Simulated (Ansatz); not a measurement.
# PbO₃: energy above lowest point and pressure against volume per atom

All results are calculated (Ansatz 0.2.0 development build). Equation of state of a cubic crystal from periodic Kohn-Sham density functional theory without spin; pressure corrected for the finite basis.

Cell of the first row (space group Pm-3m, No. 221):
```
CELL_PARAMETERS angstrom
4.20850 0.00000 0.00000
0.00000 4.20850 0.00000
0.00000 0.00000 4.20850
ATOMIC_POSITIONS crystal
Pb 0.00000 0.00000 0.00000
O 0.50000 0.00000 0.00000
O 0.00000 0.50000 0.00000
O 0.00000 0.00000 0.50000
```

Settings of every row: formula PbO3; structure type ReO3; functional PBE; spin treatment none; k mesh 9x9x9; occupation method fermi-dirac; occupation width 0.061225619 eV; wave cutoff 700 eV; datasets hard PAW; density cutoff ratio 4.

Limits: a cubic model structure, not a phase known at ambient conditions; modest k-mesh, values are not fully converged in k; no spin polarisation, a magnetic state may lie lower; no spin-orbit coupling with 6p elements; the SCF threshold is loose for a stress in some rows.

| row | volume per atom (Å³) | energy above lowest point (meV/atom) | pressure (GPa) |
| --- | --- | --- | --- |
| 1 | 18.635 | 13.95 | 4.08 |
| 2 | 19.032 | 5.84 | 2.515 |
| 3 | 19.428 | ? | ? |
| 4 | 19.825 | 0 | -0.062 |
| 5 | 20.221 | 1.56 | -1.185 |
| 6 | 20.617 | 5.8 | -2.229 |
| 7 | 21.014 | 12.53 | -3.191 |

Question: what energy above lowest point and pressure should row 3 give?

Worked fit of energy above lowest point. Take u = (V_r/V)^(2/3) − 1 with V_r = 20.023 Å³ an atom, which is twice the finite (Eulerian) strain; such expansions in the strain, on which the Birch-Murnaghan equation of state is built, carry the rest volume and the bulk modulus. The shown rows have u = 0.04906, 0.03442, 0.00665, -0.00654, -0.0193, -0.03169. Least squares give energy above lowest point = 0.429 − 123.19 × u + 8134 × u² meV/atom; a straight line predicts inner rows, each left out in turn, worse (root mean square 5.1 against 0.043 meV/atom). The rows lie off it by -0.01, 0.01, 0.03, -0.02, -0.04, 0.03. Its lowest point lies at u = 0.0076, or V = 19.8 Å³ an atom, and the curvature there gives the bulk modulus at fixed shape and fractions, B = (4/9)(1 + u)² E″(u)/V = 59.4 GPa. The withheld row has u = 0.02031, so the fit gives 0.429 − 123.19 × (0.02031) + 8134 × (0.02031)² = 1.28 meV/atom.

The calculation gave 1.33 meV/atom. The fit lies 0.05 meV/atom (3.8 % of the value, 0.36 % of the column's range) below it; its largest miss of a shown row is 0.04 meV/atom.

Worked fit of pressure. Take u = (V_r/V)^(2/3) − 1 with V_r = 20.023 Å³ an atom, which is twice the finite (Eulerian) strain; such expansions in the strain, on which the Birch-Murnaghan equation of state is built, carry the rest volume and the bulk modulus. The shown rows have u = 0.04906, 0.03442, 0.00665, -0.00654, -0.0193, -0.03169. Least squares give pressure = −0.6476 + 86.144 × u + 198.85 × u² GPa; a straight line predicts inner rows, each left out in turn, worse (root mean square 0.13 against 0.033 GPa). The rows lie off it by 0.023, -0.038, 0.004, 0.017, 0.007, -0.013 (root mean square 0.02 GPa). The pressure vanishes at u = 0.0074, or V = 19.8 Å³ an atom, and there the bulk modulus at fixed shape and fractions is B = −V dP/dV = (2/3)(1 + u) dP/du = 59.8 GPa. The withheld row has u = 0.02031, so the fit gives −0.6476 + 86.144 × (0.02031) + 198.85 × (0.02031)² = 1.184 GPa.

The calculation gave 1.156 GPa. The fit lies 0.028 GPa (2.4 % of the value, 0.39 % of the column's range) above it; its largest miss of a shown row is 0.038 GPa.
